**Steele's Fourier expansion of the corrugated physisorption potential, with O₂ on hexagonal BN**

A molecule physisorbed on a crystal feels a potential with the periodicity of the surface. I will derive the Fourier coefficients of that potential in closed form for Lennard-Jones pair forces, a result due to Steele (1973), and then test two rules of thumb: that only the top layer corrugates the potential, and that only the shortest reciprocal vectors matter. The example is O₂, a common process gas, on hexagonal boron nitride, a dielectric of two-dimensional transistor stacks.

## Premises

1. The substrate is rigid and perfectly periodic in the plane, with lattice vectors $\mathbf R$, cell area $A$, and atoms at in-plane positions $\mathbf m_k$ in the cell.
2. The energy of an adsorbate site at lateral position $\boldsymbol\tau$ and height $z>0$ is a sum of isotropic pair terms, $u_k(r)=4\varepsilon_k[(\sigma_k/r)^{12}-(\sigma_k/r)^6]$.
3. One molecule is present. A rigid molecule is a set of such sites.

Reciprocal vectors obey $e^{i\mathbf G\cdot\mathbf R}=1$, and my sign convention is
$$V(\boldsymbol\tau,z)=\sum_{\mathbf G}V_{\mathbf G}(z)\,e^{i\mathbf G\cdot\boldsymbol\tau},\qquad V_{\mathbf G}=\frac1A\int_{\rm cell}d^2\tau\;V\,e^{-i\mathbf G\cdot\boldsymbol\tau}.$$

## Step 1: from one cell to the whole plane

For a single plane,
$$V=\sum_{\mathbf R}\sum_k u_k\!\left(\sqrt{|\boldsymbol\tau-\mathbf R-\mathbf m_k|^2+z^2}\right).$$
For $z>0$ each term is bounded and smooth and falls as $r^{-6}$, so the two-dimensional sum converges absolutely and uniformly. The result is smooth and periodic, its Fourier series converges to it, and sum and integral may be exchanged. Put $\boldsymbol\rho=\boldsymbol\tau-\mathbf R-\mathbf m_k$. Then $e^{-i\mathbf G\cdot\boldsymbol\tau}=e^{-i\mathbf G\cdot\boldsymbol\rho}\,e^{-i\mathbf G\cdot\mathbf m_k}$, because the factor from $\mathbf R$ is one. As $\mathbf R$ runs over the lattice the shifted cells tile the plane once, so
$$V_{\mathbf G}(z)=\frac1A\sum_k e^{-i\mathbf G\cdot\mathbf m_k}\int d^2\rho\;u_k\!\left(\sqrt{\rho^2+z^2}\right)e^{-i\mathbf G\cdot\boldsymbol\rho}.$$

## Step 2: the transform of an inverse power

We need $I_n=\int d^2\rho\,(\rho^2+z^2)^{-n}e^{-i\mathbf G\cdot\boldsymbol\rho}$ for $n=6$ and $n=3$. The definition of the gamma function gives
$$(\rho^2+z^2)^{-n}=\frac1{\Gamma(n)}\int_0^\infty dt\;t^{n-1}e^{-t(\rho^2+z^2)}.$$
For $n>1$ the double integral converges absolutely, so the plane integral may go first. It is a product of two Gaussian integrals, $\int d^2\rho\,e^{-t\rho^2-i\mathbf G\cdot\boldsymbol\rho}=(\pi/t)\,e^{-G^2/4t}$. Hence
$$I_n=\frac{\pi}{\Gamma(n)}\int_0^\infty dt\;t^{n-2}\,e^{-tz^2-G^2/4t}.$$
For $G>0$ substitute $t=(G/2z)e^{s}$. The exponent becomes $-\tfrac12Gz(e^s+e^{-s})=-Gz\cosh s$, and $t^{n-2}dt=(G/2z)^{n-1}e^{(n-1)s}ds$ with $s$ over the whole real line. The part of $e^{(n-1)s}$ odd in $s$ drops out, and the even part gives twice the modified Bessel function $K_\nu(x)=\int_0^\infty e^{-x\cosh s}\cosh(\nu s)\,ds$:
$$I_n(G,z)=\frac{2\pi}{\Gamma(n)}\left(\frac{G}{2z}\right)^{n-1}K_{n-1}(Gz).$$
For $G=0$ the $t$ integral is $\Gamma(n-1)/z^{2n-2}$, so $I_n(0,z)=\pi/[(n-1)z^{2n-2}]$.

## Step 3: the coefficients

The transform of $u_k$ is $4\varepsilon_k[\sigma_k^{12}I_6-\sigma_k^6I_3]$. With $\Gamma(6)=120$ and $\Gamma(3)=2$ the numerical factors are $4/120=1/30$ and $4/2=2$:
$$\boxed{V_{\mathbf G}(z)=\sum_k v_k(G,z)\,e^{-i\mathbf G\cdot\mathbf m_k},\quad v_k=\frac{2\pi\varepsilon_k\sigma_k^6}{A}\left[\frac{\sigma_k^6}{30}\left(\frac{G}{2z}\right)^5K_5(Gz)-2\left(\frac{G}{2z}\right)^2K_2(Gz)\right]}$$
and the lateral average is
$$V_0(z)=\frac{2\pi}{A}\sum_k\varepsilon_k\left[\frac25\frac{\sigma_k^{12}}{z^{10}}-\frac{\sigma_k^6}{z^4}\right].$$
Deeper planes, at spacing $d$, add the same expressions with $z\to z+pd$, $p=1,2,\dots$, and their own $\mathbf m_k$.

**Question.** *I remember one bracket multiplying a structure factor. Is this the same?*

When all atoms of the plane are alike, as in graphite, $v_k$ leaves the sum and multiplies $\sum_ke^{-i\mathbf G\cdot\mathbf m_k}$. In BN, boron and nitrogen have different $\varepsilon$ and $\sigma$, and the bracket stays inside the sum.

## Step 4: how fast the corrugation decays

In the integral for $K_\nu$, $\cosh s\ge1$, so $e^xK_\nu(x)$ decreases with $x$. For each of the two terms, with $\nu=5$ or $2$, moving down by $d$ therefore multiplies the magnitude by at most $e^{-Gd}[z/(z+d)]^\nu$. That is the rigorous basis of the top-layer rule. It holds for $G\ne0$ only: $V_0$ falls as a power, and the deeper planes do add to the binding.

At large argument $K_\nu(x)\to\sqrt{\pi/2x}\,e^{-x}$. Far out the attractive term wins, and $v_k$ is negative and proportional to $z^{-5/2}e^{-Gz}$. Close in the repulsive term wins, so $v_k$ changes sign on the way. The recurrence $\frac{d}{dz}[z^{-\nu}K_\nu(Gz)]=-Gz^{-\nu}K_{\nu+1}(Gz)$ gives each term a local decay constant $GK_{\nu+1}/K_\nu$, which exceeds $G$ because $K_\nu$ grows with its order.

**Question.** *So is $e^{-Gz}$ a good estimate for higher shells too?*

Less good. In $z$ the prefactors help the decay. In $G$ at fixed $z$ the factor $G^5$ opposes it, and the phases can cancel in one shell and add in the next. The first-shell rule has to be checked by numbers, and we will meet a case where it is poor.

## Step 5: the honeycomb with two species

Take $\mathbf a_1=a(1,0)$, $\mathbf a_2=a(\tfrac12,\tfrac{\sqrt3}2)$, $A=\tfrac{\sqrt3}2a^2$, the origin at a ring centre (hollow), boron at $\mathbf m=(\mathbf a_1+\mathbf a_2)/3$ and nitrogen at $-\mathbf m$. With $\mathbf b_i\cdot\mathbf a_j=2\pi\delta_{ij}$, the first shell is $\pm\mathbf g_j$ with $\mathbf g_1=\mathbf b_1$, $\mathbf g_2=\mathbf b_2$, $\mathbf g_3=-\mathbf b_1-\mathbf b_2$, all of length $G_1=4\pi/(\sqrt3a)$, and $\mathbf g_2$ lies along $y$. The products $\mathbf g_j\cdot\mathbf m$ are $2\pi/3$, $2\pi/3$ and $-4\pi/3$, all equal modulo $2\pi$. So
$$V_{\mathbf g}=v_Be^{-2\pi i/3}+v_Ne^{2\pi i/3},\qquad|V_{\mathbf g}|^2=v_B^2+v_N^2-v_Bv_N.$$
Since $V_{-\mathbf g}=V_{\mathbf g}^*$, the first-shell corrugation is $W=\sum_j2\,{\rm Re}[V_{\mathbf g}e^{i\mathbf g_j\cdot\boldsymbol\tau}]$, that is
$$W=-(v_B+v_N)\sum_j\cos\mathbf g_j\!\cdot\!\boldsymbol\tau+\sqrt3\,(v_B-v_N)\sum_j\sin\mathbf g_j\!\cdot\!\boldsymbol\tau.$$
The sine term is absent for graphite and lowers the symmetry from sixfold to threefold. At the hollow the cosines sum to $3$ and the sines to $0$. Above B they sum to $-\tfrac32$ and $\tfrac32\sqrt3$, and above N the sines change sign. Therefore
$$W_{\rm h}=-3(v_B+v_N),\qquad W_B=6v_B-3v_N,\qquad W_N=6v_N-3v_B,$$
and each top site lies $9v_k$ above the hollow.

The second shell has length $\sqrt3G_1=4\pi/a$ and $\mathbf G\cdot\mathbf m=0$ modulo $2\pi$. Its coefficient is $v_B+v_N$, in phase, and it shifts all three sites equally. The third shell, $\pm2\mathbf g_j$, again adds $9v_k(2G_1)$.

**Question.** *Why does boron drop out of the nitrogen-minus-hollow difference? Is that an accident of the first shell?*

It is exact for one plane. Seen from the hollow, the boron atoms sit at $\mathbf R+\mathbf m$. Seen from above nitrogen they sit at $\mathbf R+2\mathbf m$, and since $3\mathbf m$ is a lattice vector this is the set $\mathbf R-\mathbf m$. Inversion maps one set onto the other with the same distances, so the boron sums are equal.

## Step 6: a diatomic lying flat

Put two equal sites at $\boldsymbol\tau\pm\tfrac12\ell\,\hat{\mathbf e}$, with $\hat{\mathbf e}$ in the plane. Adding the two series multiplies each coefficient by the form factor $f_{\mathbf G}=2\cos(\tfrac12\ell\,\mathbf G\cdot\hat{\mathbf e})$. At the three symmetric sites the phases $\mathbf g_j\cdot\boldsymbol\tau$ coincide, so the single-site $W$ is multiplied by the mean $\bar f=\tfrac13\sum_jf_{\mathbf g_j}$. Let $\theta$ be the angle between $\hat{\mathbf e}$ and $\mathbf g_2$, and $x=G_1\ell/2$. In the expansion $\cos(x\cos\theta)=J_0(x)+2\sum_{p\ge1}(-1)^pJ_{2p}(x)\cos2p\theta$, the mean over three directions 120° apart keeps only harmonics that are multiples of six:
$$\bar f=2J_0(x)-4J_6(x)\cos6\theta+\dots$$

## Numerical illustration

Typical structural inputs: $a=2.50$ Å, $d=3.33$ Å, O–O distance $\ell=1.21$ Å, mass 32.0 u. Assumed pair parameters per oxygen site: $\varepsilon_B=2.6$ meV, $\sigma_B=3.15$ Å, $\varepsilon_N=3.6$ meV, $\sigma_N=3.25$ Å. I made nitrogen the larger and stronger centre because it holds more of the valence charge, and I chose the magnitudes to reproduce a well depth near 0.1 eV, typical of O₂ on such layered surfaces. The depth below is thus an input in disguise and tests nothing.

Then $A=5.413$ Ų and $2\pi/A=1.161$ Å⁻². Setting $dV_0/dz=0$ for the top plane gives $z^6=\sum\varepsilon\sigma^{12}/\sum\varepsilon\sigma^6$, or $z=3.21$ Å. With all planes the minimum moves to $3.20$ Å, the height used from here on. Per oxygen site the top plane gives $V_0=-44.2$ meV and the deeper planes together $-5.6$ meV, which is 11 per cent of the total. The flat molecule has $-99.7$ meV.

For the first shell $G_1=2.902$ Å⁻¹, $G_1z=9.287$, $K_5=1.323\times10^{-4}$ and $K_2=4.615\times10^{-5}$. The repulsive and attractive parts of $v_B$ have magnitudes 0.2436 and 0.0560 meV, those of $v_N$ 0.4907 and 0.0935 meV. The digits are there so that the arithmetic can be followed.

| term | $G$ (Å⁻¹) | $v_B$ (meV) | $v_N$ (meV) |
|---|---|---|---|
| shell 1, top plane | 2.902 | 0.1876 | 0.3973 |
| shell 2, top plane | 5.027 | $1.81\times10^{-3}$ | $3.70\times10^{-3}$ |
| shell 3, top plane | 5.804 | $2.67\times10^{-4}$ | $5.43\times10^{-4}$ |
| shell 1, second plane | 2.902 | $-3.8\times10^{-7}$ | $-5.7\times10^{-7}$ |

The second plane, at $6.53$ Å, is past the sign change and lies well inside the term-by-term bound $e^{-G_1d}=6.4\times10^{-5}$. Its stacking is irrelevant. The top-layer rule is excellent.

For the shells, $|V_{\mathbf g}|=0.344$ meV and the second-shell coefficient is $5.5\times10^{-3}$ meV, a ratio of 1.6 per cent. The bare estimate $e^{-(\sqrt3-1)G_1z}=1.1\times10^{-3}$ is 14 times too small.

For one oxygen site $W_{\rm h}=-1.75$, $W_B=-0.07$ and $W_N=+1.82$ meV, so B lies $1.69$ meV and N lies $3.58$ meV above the hollow. The third shell changes the latter by 0.14 per cent. A direct real-space sum over the nitrogen sublattice also gives $3.58$ meV, which checks the algebra and says nothing about the material.

For the molecule $x=1.756$ and $2J_0(x)=0.731$. With the axis along $y$, parallel to a B–N bond, the form factors for $\mathbf g_1,\mathbf g_2,\mathbf g_3$ are $1.278,-0.368,1.278$ and $\bar f=0.729$. With the axis along $\mathbf a_1$ they are $0.100,2,0.100$ and $\bar f=0.734$. Two coincident sites would give 2, so the bond length washes out most of the relief. With $\bar f\approx2J_0$, the model's O₂ centred over B lies **1.2 meV (14 K)** and over N **2.6 meV (30 K)** above the hollow, nearly independent of azimuth, against a well of about 0.1 eV.

**Question.** *You promised a case where the first shell is not enough.*

Hold the axis along $\mathbf a_1$. The $\mathbf g_2$ term has its full form factor 2 and makes troughs parallel to the axis, with peak-to-peak height $4\cdot2\,|V_{\mathbf g}|=2.75$ meV across them. Along a trough only $\mathbf g_1$ and $\mathbf g_3$ vary. Write $V_{\mathbf g}=|V_{\mathbf g}|e^{i\varphi}$, $\vartheta=\mathbf g_2\cdot\boldsymbol\tau$ and $X=2\pi\tau_x/a$, so that their phases are $\pm X-\vartheta/2$. They add to $4f_{\mathbf g_1}|V_{\mathbf g}|\cos X\cos(\varphi-\vartheta/2)$, at most $8f_{\mathbf g_1}|V_{\mathbf g}|=0.28$ meV peak to peak. The second-shell pair along $x$ has form factor $2\cos(2\pi\ell/a)=-1.990$ and gives $0.044$ meV peak to peak, at least 16 per cent of the first-shell variation. Because $\ell$ is close to $a/2$, the first shell is nearly extinguished along this path and the second must be kept.

**Question.** *BN is polar and O₂ has a quadrupole moment. Isn't that missing?*

It is, and it is not negligible. The formula for $I_n$ continues to $n=\tfrac12$ for $G>0$, where the $t$ integral still converges, and $K_{1/2}(x)=\sqrt{\pi/2x}\,e^{-x}$ gives $I_{1/2}=2\pi e^{-Gz}/G$, which solves Laplace's equation as it should. For charges $+q$ on B and $-q$ on N the neutral plane has no $G=0$ field, and the sublattice amplitudes of the electrostatic potential are $\pm\phi_1$ with $\phi_1=(q/4\pi\epsilon_0)(2\pi/AG_1)e^{-G_1z}$. The site formulas of Step 5 give $\Phi=0$, $+9\phi_1$ and $-9\phi_1$ at hollow, B and N. With $\Theta=\tfrac12\sum_iq_i(3s_i^2-r_i^2)$, $s_i$ along the axis, a point quadrupole has energy $\tfrac12\Theta\,\partial_e^2\Phi$. Each Fourier term brings $-(\mathbf g_j\cdot\hat{\mathbf e})^2$, whose mean over $j$ is $-G_1^2/2$ for any azimuth, so at these sites $U=-\tfrac14\Theta G_1^2\Phi$. Assume $q=0.5\,e$ and a typical $\Theta=-0.3$ D Å $=-0.062\,e$ Ų. Then $9\phi_1=2.40$ mV and $U=+0.32$ meV over B and $-0.32$ meV over N, which is 26 and 12 per cent of the two site differences. The term is linear in $q$, which depends strongly on how charge is partitioned, and a point quadrupole is crude at $x\approx1.8$. Read it as a size only.

**Question.** *The molecule doesn't stay at 3.20 Å. How much does that matter?*

The local decay constants are $G_1K_6/K_5=4.98$ Å⁻¹ and $G_1K_3/K_2=3.74$ Å⁻¹, and for their difference $v_N$ the constant is $\kappa=5.27$ Å⁻¹, much steeper than $G_1$. The top-plane curvature for two sites is $k=3.7\times10^2$ meV Å⁻². The slopes $W'$ of the molecular corrugation are $+6.8$ meV/Å at the hollow and $-7.0$ meV/Å over N, so static relaxation $-W'^2/2k$ lowers these sites by 0.06 and 0.07 meV and nearly cancels in the difference. The perpendicular vibration has $\hbar\omega=\hbar\sqrt{k/M}=6.9$ meV and mean-square amplitude $\langle\delta^2\rangle=\hbar\omega/2k$, or $0.097$ Å root mean square. Treating $v_N$ as $e^{-\kappa\delta}$, this spread raises it by the fraction $\tfrac12\kappa^2\langle\delta^2\rangle=0.13$. The cubic term $V'''=-1.9\times10^3$ meV Å⁻³ shifts the mean height, from the condition of zero mean force, by $-V'''\langle\delta^2\rangle/2k=0.025$ Å and lowers $v_N$ by the fraction $0.13$. The two offset each other in the ground state of this model, and nothing guarantees that in general. The serious point is the sensitivity to inputs: a change of 0.1 Å in height at fixed $\sigma$ changes $v_N$ by about $e^{0.527}=1.7$.

## Range of validity

Given the premises, the expansion is exact for every $z>0$. Its truncation needs $G_1d\gg1$ for the top-layer rule and $(G_2-G_1)z\gg1$, with $G_2$ the second-shell length, for the first-shell rule, and in addition no near-zero of the structure or form factor in the first shell. It therefore degrades for large cells, such as reconstructions or moiré patterns of a BN layer on a metal, where $G_1z$ is of order one and many shells contribute.

The premises are the weaker part. Pairwise additivity ignores screening and many-body dispersion, and it is least suited to metals. The $r^{-12}$ form is a convenience, yet it supplies about four fifths of the summed magnitudes in $v_k$ here, so the corrugation probes the least physical part of the potential. Isotropic atoms ignore the directional charge of an sp² sheet. Rigid periodicity excludes steps, vacancies and phonons, and at defects O₂, a triplet with an open shell, may bind with charge transfer that no pair potential describes. Tilting of the axis, frozen out here, puts the two sites at different heights, each with its own $v_k(G,z)$. At finite coverage the O₂–O₂ forces compete with $W$.

The values 1.2 and 2.6 meV belong to the model. A fit to the well depth constrains essentially one combination of four parameters and leaves the B–N contrast assumed. As typical knowledge and no measurement, isotropic pair sums tend to understate the corrugation of honeycomb basal planes, by up to roughly a factor of two. What survives these caveats is the structure: a relief of a few per cent of the well depth, produced by the top plane alone, dominated by the first shell at the symmetric sites, and of the order of tens of kelvin, so that well above such temperatures an isolated molecule of this model moves as a nearly free two-dimensional gas.